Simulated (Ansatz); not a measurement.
## From the elastic tensor of Ag at 11 GPa (stress–strain coefficients) to moduli and sound speeds

Level of theory: Ansatz, DFT LDA, scalar-relativistic, plane waves, PAW. Plane waves to 420 eV; Γ-centred k mesh 18×18×10; Fermi-Dirac smearing of 0.15 eV. No spin polarisation.

It takes space group P6_3/mmc (No. 194, hexagonal). The conventional cell has a = 2.765 Å, b = 2.765 Å, c = 4.536 Å, α = 90.00°, β = 90.00°, γ = 120.00°. Around Ag (site symmetry -6m2) lie 12 Ag at 2.76 to 2.77 Å.

In a metal, frequencies and elastic constants depend on the k mesh and the smearing, soft modes and shear constants most. Other phases may be more stable at this pressure.

Relaxed-ion constants (GPa, on the Cartesian axes of the calculation):
C11 = 269.6, C12 = 182.1, C13 = 138.6, C22 = 269.6, C23 = 138.6, C33 = 309.7, C44 = 41.0, C55 = 41.0, C66 = 43.8 GPa; the others vanish.

Density 11.930 g/cm³; 2 atoms in 30.03 Å³.

The values that follow are for a polycrystal of randomly turned grains, by Hill's mean where one number stands.

With S = C⁻¹: B_V = (C11+C22+C33+2(C12+C13+C23))/9, G_V = (C11+C22+C33−C12−C13−C23+3(C44+C55+C66))/15, 1/B_R = S11+S22+S33+2(S12+S13+S23), 15/G_R = 4(S11+S22+S33−S12−S13−S23)+3(S44+S55+S66); Hill is their mean. Then v_l = √((B+4G/3)/ρ), v_t = √(G/ρ), v_m = [(2/v_t³+1/v_l³)/3]^(−1/3) and Θ = (ħ/k_B)·v_m·(6π²n/V)^(1/3) for n atoms in the volume V; E = 9BG/(3B+G), ν = (3B−2G)/(2(3B+G)) and A^U = 5G_V/G_R + B_V/B_R − 6.

```
Bulk modulus, Voigt / Reuss / Hill          : 196.4 / 196.4 / 196.4 GPa
Shear modulus, Voigt / Reuss / Hill         : 51.1 / 47.1 / 49.1 GPa
Young's modulus                             : 136 GPa
Poisson ratio                               : 0.385
Pugh ratio B/G                              : 4.00
Universal anisotropy index                  : 0.42
Longitudinal and transverse sound speeds    : 4685 and 2029 m/s
Debye temperature from the mean sound speed : 277 K
```

This form isn't the element's structure at ambient conditions.

Cost: 1 run of about 8.3 core-minutes, on AMD EPYC 7R43 (Zen 3) (shared hosts).

The hcp silver cell resists compression far more strongly than shear, as the B/G ratio of 4.00 shows. This fits a metal with a filled d shell: d-shell repulsion and the electron gas oppose a loss of volume, while weakly directional bonding offers little resistance to a change of shape. C12 and C13 also exceed C66 and C44 by much more than the applied pressure alone would give with central pair forces, which points to a strong volume-dependent, many-body part of the cohesion.

The equal Voigt and Reuss bulk moduli indicate nearly isotropic compression, so the axial ratio should barely respond to small pressure changes. The elastic anisotropy therefore lies in shear. Since C44 and C66 are similar, it comes mainly from the stiffer volume-conserving distortion that changes the axial ratio, probably because this strains in-plane and interlayer contacts in opposite senses.

The constants support stability against small homogeneous strains. The high Pugh ratio suggests ductility, but does not identify the active slip systems.
